The energy in this table is the total energy per atom of a crystal whose magnetic moment is held at a chosen value, counted from the lowest point of the resulting curve. The crystal is tungsten telluride, WTe, in the zincblende structure, with one tungsten and one tellurium atom in the cell. Density-functional theory with the PBEsol functional and without spin-orbit coupling gives one energy for each moment, while the atoms and the cell stay where they are. The held moment $M$ is the surplus of spin-up over spin-down electrons in the cell, in Bohr magnetons (μB).

Two sizes are worth remembering. The nonmagnetic crystal lies nearly 40 meV/atom above the best magnetic one, so it is an imposed state and not a stable one. Raising the moment from the lowest row, at 1.25 μB, to 2 μB costs considerably more, although the change in moment is smaller.

Zincblende WTe (two-atom cell, conventional a = 6.048 Å) at fixed atoms and cell, with the total collinear moment held, computed with Ansatz 0.2.0 (PBEsol, plane-wave PAW, scalar-relativistic, cutoff 420 eV, 12×12×12 k mesh, Gaussian smearing of 0.1 eV). Energies are extrapolated to zero smearing and counted from the lowest row; pressure is positive in compression.

```
held cell moment (μB)  energy above lowest (meV/atom)  pressure (GPa)  largest site moment (μB)
                    0                            36.4           -1.15                      0.00
                 0.25                            34.4           -1.10                      0.18
                  0.5                            28.6           -0.98                      0.35
                 0.75                            19.7           -0.77                      0.52
                    1                             9.0           -0.50                      0.69
                 1.25                             0.0           -0.17                      0.84
                  1.5                             1.4            0.25                      0.98
                 1.75                            27.1            0.85                      1.13
                    2                            62.6            1.61                      1.28
```

At small moments the curve has a simple shape for a reason of symmetry. Without an outside field, exchanging the names of spin up and spin down leaves the energy unchanged, so only even powers of $M$ can appear. This is the Landau expansion, cut here after the fourth power:

$$E(M)=E_0+aM^2+bM^4 .$$

A negative $a$ makes the nonmagnetic state unstable, and a positive $b$ eventually stops the growth of the moment.

A least-squares fit to the five rows from 0 to 1 μB gives $a=-32.6$ and $b=5.2$, in meV/atom with $M$ in μB. It follows those rows to within their rounding, though three constants for five points is a mild test, and the range was chosen after the curve had been seen. What matters is what happens when the formula is carried on to larger moments.

There it breaks. At 1.25 μB the computed energy is already 2 meV/atom above the extended curve, and at 1.5 μB it is 12 meV/atom above. At 1.75 μB the gap has grown to 42 meV/atom, more than the whole energy gained by becoming magnetic, and at 2 μB it is 74 meV/atom. The crystal meets a resistance of which the energies at small moments gave no hint.

To see what resists, it helps to ask what raising the moment means for the electrons. Increasing $M$ by a small amount $dM$ takes $dM/2$ electrons out of the spin-down bands and puts them into the spin-up bands. When the moment is held, each spin has its own Fermi level, $\mu_\uparrow$ or $\mu_\downarrow$, up to which its bands are filled. The energy $E_{\rm cell}$ of the two-atom cell therefore changes as

$$\frac{dE_{\rm cell}}{dM}=\frac{\mu_\uparrow-\mu_\downarrow}{2}.$$

Where the curve falls, spin-up places are the cheaper ones and the moment would grow if released. At the minimum the two levels agree.

The step from 1.5 to 1.75 μB shows how this works in numbers. The energy rises by 25.7 meV/atom, which is 51.4 meV for the cell, over a quarter of a μB:

$$\mu_\uparrow-\mu_\downarrow\approx 2\times\frac{51.4\ \text{meV}}{0.25}\approx 411\ \text{meV}.$$

In the step before, the same arithmetic gives only 22 meV. Between the middles of these two steps just an eighth of an electron has changed its spin, yet the Fermi levels have moved apart by about 0.4 eV. The estimate uses the table alone and not the Landau fit. It is slightly approximate, because the relation holds strictly for the free energy of the smeared electrons; in the step from 0.75 to 1 μB, free energies change the result by about 10 meV.

A large shift of the levels for a small transfer of electrons is the mark of bands with few states at the Fermi level. Stoner's picture puts this into a formula:

$$\frac{d(\mu_\uparrow-\mu_\downarrow)}{dM}=\frac12\left(\frac1{D_\uparrow}+\frac1{D_\downarrow}\right)-I .$$

Here $D_\uparrow$ and $D_\downarrow$ are the densities of states of the two spins at their Fermi levels, and $I$ measures the exchange energy won by aligning spins. The first term is the price of filling higher levels. It is low when many states lie close together and high when few do.

At small moments exchange wins: the right-hand side is about −0.25 eV per μB, and the crystal magnetizes by itself. Around 1.5 μB it has become about +1.6 eV per μB. If $I$ stays roughly the same, as is usual in this picture, the price of filling must have risen steeply. At least one spin would then be left with only a few tenths of a state per eV in the cell, against about two for each spin in the nonmagnetic crystal. This is an estimate of order of magnitude, not a computed density of states.

The calculation offers one independent sign that states are getting scarce. The electrons are smeared slightly around the Fermi levels, and the energy term that goes with this smearing is proportional to the number of states found there. From 0 to 1.5 μB it falls by 38 percent and reaches its lowest value, in the same row where the energy curve bends most. If one spin kept the two states per eV it began with, the other would by then have about half a state. At 1.75 μB the term is 15 percent higher again, and at 2 μB it lies between these two values. That would suit a valley in the density of states which a Fermi level enters and then begins to leave: between the last two steps the levels move apart by a further 0.16 eV, against 0.4 eV just before.

The sign is a weak one, however. Most of the fall comes before 1 μB, where it is gradual enough for the Landau curve to follow, and from 1.25 to 1.5 μB the term drops by only 7 percent. It adds both spins together, so it shows states thinning out but not the abrupt loss inferred near 1.5 μB. If one spin has only a few tenths of a state per eV there, the other must have somewhat more than two, which the sum allows but does not prove. Densities of states for each spin at 1.5 and 1.75 μB would settle which Fermi level has entered the sparse region.

That region is probably thin rather than empty. A true gap in the bands of one spin would need a whole number of electrons of that spin. With 30 electrons in the calculation this happens only at even moments, such as 0 or 2 μB, and the curve bends most sharply at 1.5.

Another reading has to be kept open: the last rows might belong to a different electronic solution, since no search for lower ones was made and the data carry a warning that no starting moments were given. A solution that merely lay higher by a fixed amount would give one large step and then ordinary ones, whereas here the last step is the largest of all. Nor would a crossing of two solutions explain the turn if every row had found the lower one: the slope would then drop at the crossing, and here it rises. Some rows could still be caught on a higher solution with a steeper curve of its own. The largest site moment, expected on tungsten with its open 5d shell, grows evenly through the break, by 0.14 to 0.18 μB a step, but holding the total moment leaves it little freedom to do otherwise. The renewed rise of the smearing term at 1.75 μB could come from either cause. A single solution with changing bands is the simpler reading, not a proven one.

The shape of the curve fits a fairly abrupt change. When all nine rows are fitted by least squares with a sixth power of $M$ added, the formula still misses single rows by up to 4 meV/atom. A fourth-power curve whose slope is allowed to change at one moment follows every row to within about half a meV/atom and puts the change near 1.4 μB. It has one more adjustable number, so its success describes the turn and does not identify the cause. Within a single solution a true corner would need a gap, so the corner in this formula stands in for a short, steep bend. All rows also share one k mesh and one smearing width, and how far the sharpness depends on them is untested.

The break decides how magnetic the crystal becomes. Left to itself, the Landau curve from the small moments would reach its minimum at 1.77 μB. A parabola through the rows at 1, 1.25 and 1.5 μB puts the computed minimum at about 1.34 μB. The curve with a change of slope has its minimum at that change, near 1.4 μB, so the rows bracket the minimum without fixing it exactly. Either value is a fifth to a quarter lower than the Landau one. If the explanation by scarce states is right, the final moment is set less by the gentle fourth-power term than by the place where cheap states run out.

The pressure tells a calmer story. It rises nearly in proportion to $M^2$ and passes through zero at about 1.35 μB, next to the energy minimum, so the chosen cell suits the magnetic crystal. Held nonmagnetic, at −1.15 GPa, the same cell would shrink. Only the row at 2 μB strays by more than 0.1 GPa from the line in $M^2$ drawn through the rows at 0 and 1 μB, lying 0.16 GPa above it. Whether that has a physical cause is left open, since the runs whose warnings are known were converged only loosely for stress.

For a real material, the main reservation is spin-orbit coupling, which is strong in the 5d shell of tungsten. It mixes the two spins and shifts levels by a few tenths of an eV, as a rough size, which is comparable to the shift found at the break. It could therefore soften the turn or move it. The structure is a model as well, for the telluride known in bulk is layered WTe₂. The PBEsol runs also used PAW datasets made for another functional, PBE, and the effect of this on the curve is untested.

The same reasoning gives a first guess for a related metal. Take the density of states of its nonmagnetic form, fill the spin-up bands by $M/2$ electrons and empty the spin-down bands by as many. As long as the density of states changes only gently at both Fermi levels, the energy should follow a smooth Landau curve. Where either level runs into a deep valley, the curve should bend upward. If the energy was still falling until then, the moment is likely to settle near that point.
